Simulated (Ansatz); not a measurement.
## Predicting the next basis: CCSD(T) on BN (boron nitride)

BN: 2 atoms, total charge 0, spin state triplet. As SMILES, `B#N`. The coordinates come from a PBE0-D4/def2-TZVP relaxation.

CCSD(T) correlation energies, 2 core orbitals frozen (Ansatz 0.2.0):

| basis | X | correlation energy (Eh) |
| --- | --- | --- |
| cc-pwCVDZ | 2 | -0.213098 |
| cc-pwCVTZ | 3 | -0.255651 |
| cc-pwCVQZ | 4 | ? |

Problem. Take E(X) = E∞ + A/X³, fix the two constants on the known rows and predict the third.

Solution. 
1. A = (-0.213098 − (-0.255651))/(1/8 − 1/27) = 0.48376 Eh.
2. E∞ = -0.255651 − 0.48376/27 = -0.273568 Eh.
3. X = 4: -0.273568 + 0.48376/64 = -0.266009 Eh.

The run gave -0.267407 Eh, so the prediction is off by +1.4 mEh, 12 % of the last step. The small sets lie short of the range where X⁻³ holds, so the true step is larger than predicted.

The correlation energy keeps growing in magnitude through the quadruple-zeta set because products of smooth orbitals describe the cusp where two electrons meet only poorly. Each added shell of higher angular momentum sharpens the correlation hole, with diminishing returns. In BN the valence electrons are crowded into a short, polar bond with density drawn towards nitrogen, so both angular and radial flexibility matter. With the 1s cores frozen, the gain comes from valence pairs, and the tight core-valence functions probably contribute little to it.

Since the computed quadruple-zeta value lies below the prediction, the two-point limit of -0.273568 Eh is probably not negative enough either. The miss measures basis convergence within CCSD(T) and says nothing about the error of the coupled-cluster treatment itself. Nor can it be carried over to the singlet-triplet gap, a notoriously delicate quantity in BN: the low-lying singlet has strong multireference character, and its correlation energy need not converge in step with that of the triplet.
